## Results and discussion

The yardstick for thermal functions at room temperature is $kT$, which equals 207 cm⁻¹ as a wavenumber and $RT = 2.5$ kJ/mol. A vibration far above $kT$ stays in its ground level, and one near or below it is excited. An entropy difference of 5 J/(mol K) is worth 1.5 kJ/mol in the free energy. The seven molecules below, all restricted closed-shell singlets and minima at the PBE0-D4 level, are read against these scales, and the printed output of the analysis follows the text.

Gas-phase molecules of Al, C, H and N, computed with Ansatz 0.2.0 at the PBE0-D4/def2-TZVP level (geometries and unscaled harmonic vibrations). Thermal functions are for an ideal gas in the rigid-rotor, harmonic-oscillator model at 298.15 K and 1 bar, and masses are standard atomic weights.

```
                SMILES   formula  heavy atoms  bonds H-C  bonds Al-C  bonds H-N  bonds Al-H  atoms  mass (u)  symmetry number  IA IB IC (u^3 Å^6)  lowest mode (cm⁻¹)  highest mode (cm⁻¹)  zero-point energy (kJ/mol)  H(298) less E (kJ/mol)  entropy (J/(mol K))
       C[NH][AlH][NH2]   CH7AlN2            4          3           0          3           1     11      74.1                1             1170000               102.9               3704.7                       227.4                   248.4                334.6
 C#[C][Al]([NH2])[NH2]  C2H5AlN2            5          1           1          4           0     10      84.1                2             4400000               106.5               3709.8                       184.1                   207.4                346.9
      NC#[C][AlH][NH2]  C2H5AlN2            5          0           1          4           1     10      84.1                1             3590000                85.9               3704.2                       181.0                   203.7                351.8
N=[CH][Al]1[CH2][CH2]1   C3H6AlN            5          5           3          1           0     11      83.1                1             2580000                48.8               3417.7                       216.0                   236.8                345.1
       CC=[C](N)[AlH2]   C3H8AlN            5          4           1          2           2     13      85.1                1             4100000                80.3               3694.3                       263.3                   286.4                355.4
       NC=C[CH2][AlH2]   C3H8AlN            5          4           1          2           2     13      85.1                1             3270000               122.5               3695.9                       265.3                   286.2                333.8
      CN(C)[CH2][AlH2]  C3H10AlN            5          8           1          0           2     15      87.1                1             4140000                88.3               3122.6                       321.1                   344.3                355.3
```

### 1. Which zero-point energy is largest, and why?

`CN(C)[CH2][AlH2]` leads with 321.1 kJ/mol, and it has the most hydrogen atoms (atoms less heavy atoms). The zero-point energy rises with every step in the hydrogen count, so `C[NH][AlH][NH2]`, the row with the fewest heavy atoms, lies above three heavier molecules. The energy is $\tfrac12\sum hc\,\omega_i$ over all modes of wavenumber $\omega_i$, and $\omega \propto \sqrt{f/\mu}$ for force constant $f$ and reduced mass $\mu$. Each atom adds three modes, and for hydrogen these are a stretch and two bends with very small $\mu$.

This suggests $\mathrm{ZPE} = a\,n_\mathrm{H} + b\,n_\mathrm{heavy}$. Fitted to all seven rows, it gives about 27 kJ/mol per hydrogen and 10 per heavy atom, with an rms error of 2.4 kJ/mol against the table. All rows but one have five heavy atoms, so the second constant acts mostly as an offset and isn't a measured property of a heavy atom. A single constant per mode misses by 7.5, because it treats stiff and soft modes alike.

For `CN(C)[CH2][AlH2]`, a row inside the fit, $10 \times 27.2 + 5 \times 9.6 = 320$ kJ/mol, about one below the table. The worst miss is the three-membered ring `N=[CH][Al]1[CH2][CH2]1`, which lies 4.9 kJ/mol above the model. Separate terms for H-C, H-N and Al-H bonds do better, also when each row is predicted from the other six. That fit spends four constants on six distinct sets of counts, and the constants trade against each other, so they carry no meaning as bond properties.

### 2. What does the highest mode mark?

By the same mass argument it is the stiffest stretch of a bond to hydrogen, an assignment taken from standard spectroscopy. The five rows with an NH₂ group fall between 3694 and 3710 cm⁻¹, whether the nitrogen sits on aluminium or on carbon. The imine N-H of the ring gives 3417.7 cm⁻¹, and the amine without N-H drops to a C-H stretch at 3122.6 cm⁻¹. The column therefore identifies a group and says little about size.

### 3. What is left of H(298) less E once the zero-point energy is removed?

This column is the enthalpy measured from the electronic energy $E$ at the minimum, and about nine tenths of it is zero-point energy in every row. The rest lies between 20.8 and 23.3 kJ/mol. Translation and rotation give $\tfrac32 RT$ each and $pV$ gives $RT$, together 9.92 kJ/mol for any non-linear ideal-gas molecule.

What remains is the thermal energy of the vibrations. A mode with $x = hc\omega/kT$ holds $RT\,x/(e^x-1)$, which tends to $RT$ for a soft mode and dies exponentially for a stiff one. The rows have 24 to 39 modes, yet they hold only 4.4 to 5.4 $RT$. Adding hydrogens adds mostly frozen modes, so the modes that fill the zero-point energy contribute little heat.

### 4. How does the entropy split?

With mass $m$, pressure $p$, symmetry number $\sigma$ (the number of rotations that map the molecule onto itself) and $I_AI_BI_C$ the product of the principal moments of inertia,

$$S_\mathrm{trans} = R\left[\ln\frac{(2\pi mkT)^{3/2}\,kT}{h^3 p} + \tfrac52\right],\qquad S_\mathrm{rot} = R\left[\ln\frac{\sqrt{\pi I_AI_BI_C}}{\sigma}\left(\frac{8\pi^2kT}{h^2}\right)^{3/2} + \tfrac32\right].$$

A singlet has no electronic entropy, so the remainder is $S_\mathrm{vib}$. These formulas are built into the calculation, so the split sorts the total and doesn't test it. Translation supplies about 164 J/(mol K), rotation about 110, and vibration 18 to 22 % of the total.

The smallest part carries the differences. Over the rows, translation varies by 2.0 J/(mol K) and rotation by 5.5, because mass, inertia and symmetry number enter through logarithms, while vibration varies by 20.7. A soft mode also enters through a logarithm, but a molecule has several soft modes, and their changes can add up. Vibrational entropy shows no correlation with the number of modes ($r = 0.05$ on seven rows), which is compatible with the freezing of stiff modes.

A mode contributes $R\,[x/(e^x-1) - \ln(1-e^{-x})]$, and for small $x$ the first term tends to one and the second to $-\ln x$. The ring has the softest mode, $x = 48.8/207.2 = 0.236$, and $R(1-\ln x)$ then comes to about 20 J/(mol K) from one vibration. No fit enters this estimate. The mode is unassigned, and if it is a torsion the harmonic value is unreliable, because the formula diverges as $\omega \to 0$ while a real rotor has a finite entropy.

### 5. What would change with symmetry, pressure, temperature or element?

The C₂H₅AlN₂ isomers show the effect of symmetry. `NC#[C][AlH][NH2]` lies 4.9 J/(mol K) above `C#[C][Al]([NH2])[NH2]`, whose twofold axis costs $R\ln 2 = 5.76$, while its larger inertia returns 0.85. The vibrational entropies agree within the rounding of the table. That agreement is a cancellation between the lowest mode and the others, and it's given no cause here.

The other changes follow from the formulas. Going from 1 bar to 1 atm lowers every entropy by 0.11 J/(mol K), and heating to 400 K adds 9.8 from translation and rotation before vibration is counted. A heavier element in place of aluminium would have to double the molecular mass to add 8.6 J/(mol K) of translational entropy. Larger moments of inertia and, as a rule, softer metal-ligand vibrations would add to that, and the vibrational part can't be read from this table.

### 6. Why is `NC=C[CH2][AlH2]` so low in entropy?

It lies 21.6 J/(mol K) below its isomer `CC=[C](N)[AlH2]`, which has the same mass, symmetry number and bond counts, and a zero-point energy within 2.0 kJ/mol. The split shows that 20.7 of the gap is vibrational. The lowest mode accounts for only 3.4 of it.

Stiffening a soft mode by a factor $q$ removes about $R\ln q$. If other soft modes stiffened by the factor of 1.53 seen in the lowest one, about six modes in all, the lowest included, would be needed to make up the gap. The thermal vibrational energy is also lower, by 2.2 kJ/mol, so the numbers point to a skeleton that is stiffer in several modes, or much stiffer in a few.

The cause is untested. The two skeletons are connected differently, and that alone can shift the soft modes. A more specific guess starts from the empty p orbital of three-coordinate aluminium. The chain may fold so that the C=C bond touches it, which would turn torsions into ring modes. A bond from nitrogen to aluminium is less likely, since it should lower the N-H stretches, and the highest mode (3695.9 cm⁻¹) is almost equal to that of the isomer (3694.3 cm⁻¹). The runs place this isomer 0.106 eV lower in electronic energy, which is compatible with such a contact without proving it. Its smaller inertia product (ratio 0.80) is no evidence, since the chain isomer of C₂H₅AlN₂, held open by its triple bond, shows 0.82.

### 7. Does the entropy change the order of the isomers?

It doesn't at these settings, but in the C₃H₈AlN pair it removes more than half of the lead. `NC=C[CH2][AlH2]` is ahead by 10.3 kJ/mol in electronic energy and by 0.2 in H(298) less E, the term $-T\Delta S$ takes back 6.4, and about 4 kJ/mol remain in free energy. Each row is one conformer without conformational entropy, so a margin this small doesn't settle which isomer is the more stable.

In the C₂H₅AlN₂ pair the question doesn't arise. `NC#[C][AlH][NH2]` is higher by 111 kJ/mol in electronic energy. Its entropy advantage is worth only 1.5 kJ/mol.

### 8. Which digits can be trusted?

Rounding leaves $S_\mathrm{vib}$ uncertain by 0.08 J/(mol K) at most, far less than the model does. Raising the lowest mode by 10 cm⁻¹ lowers the entropy of the ring by 1.5 J/(mol K) and that of the other rows by up to about 1, and each molecule has several soft modes. The translational part is as good as the ideal-gas law, and the rotational part as good as the geometry of the conformer.

The frequencies are unscaled and harmonic, and harmonic stretches of bonds to hydrogen usually lie a few per cent above the observed bands. A uniform shift of only 1 % already moves the zero-point energies by 1.8 to 3.2 kJ/mol, so their decimals hold only as output of this calculation. Such a shift largely cancels between isomers with the same bonds. A working rule for these rows is to estimate the zero-point energy from the hydrogen count, to check $\sigma$ before interpreting an entropy gap near 6 J/(mol K), and to inspect conformer and soft modes before reading any remaining gap as bonding.

The analysis program printed:

```
kT = 207.2 1/cm, RT = 2.479, 4RT = 9.92 kJ/mol, R ln2 = 5.76 J/(mol K)
Entropy, J/(mol K): trans, rot, vib (remainder), vib %, lowest mode, other modes, change for +10 1/cm
C[NH][AlH][NH2]          162.55 106.61  65.44  19.6  14.22  51.22  -0.75
C#[C][Al]([NH2])[NH2]    164.13 106.35  76.42  22.0  13.94  62.48  -0.73
NC#[C][AlH][NH2]         164.13 111.27  76.40  21.7  15.70  60.70  -0.90
N=[CH][Al]1[CH2][CH2]1   163.98 109.90  71.22  20.6  20.36  50.87  -1.54
CC=[C](N)[AlH2]          164.28 111.82  79.30  22.3  16.25  63.05  -0.96
NC=C[CH2][AlH2]          164.28 110.88  58.64  17.6  12.81  45.84  -0.63
CN(C)[CH2][AlH2]         164.57 111.86  78.87  22.2  15.47  63.40  -0.88
spread max-min: total 21.6, trans 2.02, rot 5.51, vib 20.66
rounding in S vib up to 0.08 J/(mol K); in H less ZPE 0.1 kJ/mol
correlation r of S vib with: modes 0.05, lowest-mode S 0.35, thermal H vib 0.86
kJ/mol: H atoms, modes, H-ZPE, H vib, H vib/RT, T S vib/H vib, equivalent mode 1/cm (+- rounding), count
C[NH][AlH][NH2]           7  27  21.0  11.1  4.47  1.76   218 +-  7   7.9
C#[C][Al]([NH2])[NH2]     5  24  23.3  13.4  5.40  1.70   244 +-  6  10.3
NC#[C][AlH][NH2]          5  24  22.7  12.8  5.16  1.78   210 +-  5   8.9
N=[CH][Al]1[CH2][CH2]1    6  27  20.8  10.9  4.39  1.95   156 +-  5   6.5
CC=[C](N)[AlH2]           8  33  23.1  13.2  5.32  1.79   205 +-  5   9.1
NC=C[CH2][AlH2]           8  33  20.9  11.0  4.43  1.59   307 +- 10  10.2
CN(C)[CH2][AlH2]         10  39  23.2  13.3  5.36  1.77   214 +-  5   9.4
ZPE share of H less E, %: 91.5 88.8 88.9 91.2 91.9 92.7 93.3
ZPE per mode, kJ/mol: 8.42 7.67 7.54 8.00 7.98 8.04 8.23
ZPE of highest mode, kJ/mol: 22.2 22.2 22.2 20.4 22.1 22.1 18.7
ZPE fits, kJ/mol (table rounding 0.05); residuals table minus model in row order
per mode: 8.04; rms 7.5, leave-one-out rms 8.5
  residuals +10.4 -8.8 -11.9 -1.0 -1.9 +0.1 +7.7; worst NC#[C][AlH][NH2]
per H, per heavy atom: 27.19 9.59; rms 2.4, leave-one-out rms 3.3
  residuals -1.3 +0.2 -2.9 +4.9 -2.2 -0.2 +1.2; worst N=[CH][Al]1[CH2][CH2]1
per C-H, N-H, Al-H, heavy atom: 27.46 26.07 24.78 10.48; rms 0.6, leave-one-out rms 1.2
  residuals +0.1 -0.0 -0.5 +0.2 -0.6 +1.4 -0.5; worst NC=C[CH2][AlH2]
NC#[C][AlH][NH2] minus C#[C][Al]([NH2])[NH2]
  dS +4.9 = symmetry +5.76, inertia -0.85, lowest mode +1.76, other modes -1.77; vib total -0.02
  dZPE -3.1 kJ/mol = -518 1/cm in the sum of modes; dH vib -0.6; inertia ratio 0.82
  dE +1.154 eV = +111.4 (dispersion +1.21), d(H less E) -3.7, -T dS -1.5, dG +106.2 kJ/mol
NC=C[CH2][AlH2] minus CC=[C](N)[AlH2]
  dS -21.6 = symmetry +0.00, inertia -0.94, lowest mode -3.44, other modes -17.22; vib total -20.66
  dZPE +2.0 kJ/mol = +334 1/cm in the sum of modes; dH vib -2.2; inertia ratio 0.80
  dE -0.106 eV = -10.3 (dispersion -0.07), d(H less E) -0.2, -T dS +6.4, dG -4.0 kJ/mol
C3H8AlN: vib gap / lowest-mode gap = 6.0; lowest-mode ratio 1.53
1 bar to 1 atm: dS -0.11; 298.15 to 400 K, trans+rot only: +9.77 J/(mol K)
doubling mass: dS +8.64; doubling IA IB IC: +2.88 J/(mol K)
all modes 1 % lower: ZPE falls 1.8 to 3.2 kJ/mol
5 J/(mol K) in S is 1.5 kJ/mol in G at 298.15 K
```
